# Finding the band edges of WS₂ near a corner the mesh misses

In bulk WS₂, coupling between the layers moves levels at the zone centre by several tenths of an eV. Moving a tenth of the way from the zone corner K towards the centre Γ shifts each band edge by a sizeable fraction of that. Both effects matter when a gap is read from a mesh, because a regular mesh can step over K. Can the edges near K be worked out from levels elsewhere in the zone?

Kohn–Sham levels of bulk WS₂ (P6₃/mmc, 6 atoms per cell) from JDFTx 1.7.0 (patched build), with PBE, PseudoDojo SR PBE 0.5 standard pseudopotentials and no spin-orbit coupling. The calculation uses a 10×10×3 k mesh, a plane-wave cutoff of 1006.82 eV and Fermi-Dirac smearing of 0.05 eV. Energies are relative to the valence top.

```csv
point a (reciprocal cell vector),point b (reciprocal cell vector),point c (reciprocal cell vector),level under 2 (eV),level under 1 (eV),level over 1 (eV),level over 2 (eV)
0.0000,0.0000,0.0000,-1.087,0.000,2.245,2.245
0.0000,0.0000,0.3333,-0.549,-0.132,2.242,2.242
0.0000,0.2000,0.0000,-1.277,-1.092,1.433,1.911
0.0000,0.3000,0.0000,-1.859,-1.657,1.525,1.825
0.0000,0.5000,0.3333,-1.618,-1.538,2.212,2.231
0.2000,0.2000,0.0000,-1.507,-1.488,1.123,1.976
0.3000,0.3000,0.0000,?,?,?,?
```

Points a, b and c are the components of each point along the reciprocal cell vectors, with c along the layer normal. Γ is (0, 0, 0) and K is (⅓, ⅓, 0). "Level under 1" is the highest filled level at a point and "level over 1" the lowest empty one; the levels numbered 2 come next on either side. Energies count from the valence top, which lies at Γ.

The columns rank levels by energy, so one column can pass from one orbital to another between points. A smooth curve through a column is therefore risky. The safer route is to ask what kind of state forms each edge near K and what pushes it up or down.

## Why Γ and K respond differently

The highest filled state at Γ is built from the tungsten orbital that points along the layer normal, mixed with sulfur orbitals that point the same way. These sulfur orbitals reach across the gap between layers and overlap with those of the next layer. Two equal levels that overlap split, and the upper one becomes the valence top. The table shows the coupling directly: the top two filled levels are 1.09 eV apart at Γ but only 0.42 eV apart at (0, 0, ⅓). Without coupling between layers, moving along the normal would change nothing.

At K the highest filled state lies mostly in tungsten orbitals spread within the layer. It hardly reaches the neighbouring layer, so its splitting should be small; the forecast takes 0.1 eV, a rough recalled value. For the lowest empty states at K, the threefold symmetry forbids the two layers to mix, and a splitting appears only away from K. These orbital pictures are standard for this material; the table holds energies alone.

A second effect acts within each layer. At K the highest filled and lowest empty states do not mix, but they begin to do so as one moves away. Mixing makes them repel, so the filled edge sinks, the empty edge rises and the local gap widens.

## The estimate, step by step

First comes the energy that the top pair at Γ would have in an uncoupled layer. The mean of the pair is −0.54 eV at Γ and −0.34 eV at (0, 0, ⅓), and the mesh has a mirror-image plane at −⅓. The average over the three planes is (−0.54 − 2 × 0.34)/3 = −0.41 eV. This assumes that the two levels are partners from the two layers of the cell, and that other levels do not push the pair up or down.

Next comes the step from Γ to K. In a single layer without spin-orbit coupling, the valence edges at the two points lie at nearly the same energy. That is a rough recalled result, and the forecast of each single level leans on it, though that of the local gap does not. It puts the uncoupled valence edge at K near −0.41 eV too.

The repulsion follows from two levels separated by Δ and coupled by t·q·a, where q is the distance from K, a the lattice constant and t a hopping energy. Their separation becomes √(Δ² + (2tqa)²). The point (0.3, 0.3, 0) lies a tenth of the Γ–K length from K, which gives qa = 0.42. With rough recalled values Δ = 1.8 eV and t = 1.4 eV, the gap grows to 2.15 eV, so each edge moves by (2.15 − 1.8)/2 = 0.17 eV.

Half the layer splitting raises the upper filled level by 0.05 eV. The valence edge is then expected at −0.41 + 0.05 − 0.17 = −0.53 eV.

For the empty edge the run itself offers a handle. Its smallest direct gap over the whole mesh is 2.085 eV, and none of the known rows has it. No other mesh point can have a smaller one, and the mesh point nearest K is the likely place for it. Adding it to the valence edge gives 1.55 eV.

The forecasts for (0.3, 0.3, 0) are:

- The valence edge rises again towards K but stays below Γ, at −0.53 ± 0.20 eV.
- The second filled level lies at −0.63 ± 0.25 eV.
- The lowest empty level lies above that at (0.2, 0.2, 0), at 1.55 ± 0.20 eV.
- The second empty level lies at 1.69 ± 0.25 eV. Before rounding, this adds 0.13 eV to the first: the splitting at (0.2, 0.2, 0), scaled down midway between linear and quadratic growth from K.
- The local gap is between 2.08 and 2.25 eV. The lower end is the run's smallest direct gap, and the upper end lies 0.1 eV above the model's 2.15 eV.

The ranges are judgements about the inputs, not statistical errors. As a contrast, a single smooth band fitted to the known points of the layer plane would put the valence edge much deeper, near −1.1 eV.

## What the calculation gives

The withheld rows as computed:

```csv
point a (reciprocal cell vector),point b (reciprocal cell vector),point c (reciprocal cell vector),level under 2 (eV),level under 1 (eV),level over 1 (eV),level over 2 (eV)
0.3000,0.3000,0.0000,-0.880,-0.723,1.361,1.383
```

Both qualitative forecasts hold. The valence edge climbs from −1.49 eV at (0.2, 0.2, 0) to −0.72 eV and stays below Γ. The lowest empty level, at 1.36 eV, is higher than the one at (0.2, 0.2, 0).

The energies are less flattering. Both edges lie 0.19 eV below their forecasts, only just inside the ranges. The second filled level lies 0.25 eV below its forecast, at the very end of its range, and the second empty level misses by 0.30 eV and falls outside.

Most of this is one error that appears four times. The local gap is 2.08 eV, equal within rounding to the run's smallest direct gap and so at the bottom edge of the forecast range. The distance between the edges was therefore right, while their common position relative to Γ was wrong. The uncoupled level at Γ may have been placed too high, the valence edges of a single layer at Γ and K may be less equal than assumed, or the valence edge may sink more steeply on leaving K than the symmetric model says. These data do not separate the three. The empty edge was forecast from the filled one, so it inherits the same miss.

The agreement of the gap shows which mesh point has the smallest direct gap, but it is no test of the repulsion model, because that gap went into the forecast. The fairer test is the model's own 2.15 eV, which holds for an uncoupled layer. It should be compared with the distance between the means of the two computed pairs, which is 2.17 eV, about 1% larger. With rough recalled constants, such closeness may be partly luck.

Both second levels have a further error. The filled pair is split by 0.16 eV instead of the assumed 0.1 eV. The empty pair was expected to be split by 0.13 eV and is split by only 0.02 eV. The small value fits the symmetry argument, but the scaling failed. Either the splitting shrinks towards K faster than assumed, or the two empty levels at (0.2, 0.2, 0) are not layer partners.

The smooth band was a quadratic in the nearest-neighbour cosine sum, fitted separately to each edge at the four known points with c = 0. It puts the valence edge 0.35 eV too low, yet meets the empty edge within 0.01 eV. That hit deserves little trust: when each fitted point is left out in turn, the typical error for the empty edge is 1.3 eV. The printed output after this text has the details.

## What to do about it

**Put K on the mesh.** The repulsion model can carry the computed edges over the last tenth of the way. It raises the filled edge and lowers the empty one by 0.17 eV each, so the direct gap at K should be near 2.08 − 2 × 0.17 = 1.74 eV. The mesh value would then be too large by about 0.3 eV. A Γ-centred mesh whose in-plane divisions are multiples of three contains K and removes this error.

**Do not name the conduction minimum from this mesh.** The same step puts the empty edge at K near 1.36 − 0.17 = 1.19 eV, while the level at (0.2, 0.2, 0) is 1.12 eV. That difference is smaller than the model can resolve, and the valley between Γ and K may have its own minimum off the mesh. A fine line of points from Γ to K settles the matter.

**Check the layer spacing before trusting the indirect gap.** Wider spacing weakens the overlap that lifts the valence top at Γ, while the edges near K respond much less. The energy difference between Γ and K therefore shifts with spacing even when the direct gap near K barely moves.

**Add spin-orbit coupling before comparing with experiment.** It splits the valence edge at K by roughly 0.4 eV, which raises the upper branch by somewhat less than half that, since layer coupling has already split the pair, and narrows the direct gap. PBE also tends to underestimate the gap between removing an electron and adding one, and an optical gap includes the attraction between electron and hole as well.

Numerical output:

```
distance of withheld point from K, per cent of Gamma-K: 10
local gap from the two-band model alone, eV: 2.148
shift of each edge away from K in that model, eV: 0.1742
estimated level of an uncoupled layer, eV: -0.4082
forecast second valence level, eV: -0.6324
forecast valence edge, eV: -0.5324
forecast lowest conduction level, eV: 1.553
forecast second conduction level, eV: 1.686
fit of level_under_1 on 4 rows (point_c < 0.01): constant -1.563 +/- 0.094, coefficient of f -0.06396 +/- 0.18, coefficient of f**2 0.1967 +/- 0.061; rms 0.0643, worst 0.0 0.0986, leave-one-out rms 0.567
  rows outside the fit (model, value, miss): 0.0 0.01584, -0.132, 0.148; 0.0 -1.302, -1.538, 0.236; 0.3 -1.071, -0.723, -0.348
fit of level_over_1 on 4 rows (point_c < 0.01): constant 1.26 +/- 0.22, coefficient of f 0.04994 +/- 0.43, coefficient of f**2 0.08865 +/- 0.14; rms 0.152, worst 0.0 -0.233, leave-one-out rms 1.34
  rows outside the fit (model, value, miss): 0.0 2.208, 2.242, -0.0344; 0.0 1.299, 2.212, -0.913; 0.3 1.369, 1.361, 0.00821
computed less forecast, second valence level, eV: -0.2476
computed less forecast, valence edge, eV: -0.1906
computed less forecast, lowest conduction level, eV: -0.1916
computed less forecast, second conduction level, eV: -0.3029
gaps and splittings in eV:
  row  local gap  valence splitting  conduction splitting
  0.0      2.245              1.087                     0
  0.0      2.374              0.417                     0
  0.0      2.525              0.185                 0.478
  0.0      3.182              0.202                   0.3
  0.0       3.75               0.08                 0.019
  0.2      2.611              0.019                 0.853
  0.3      2.084              0.157                 0.022
```
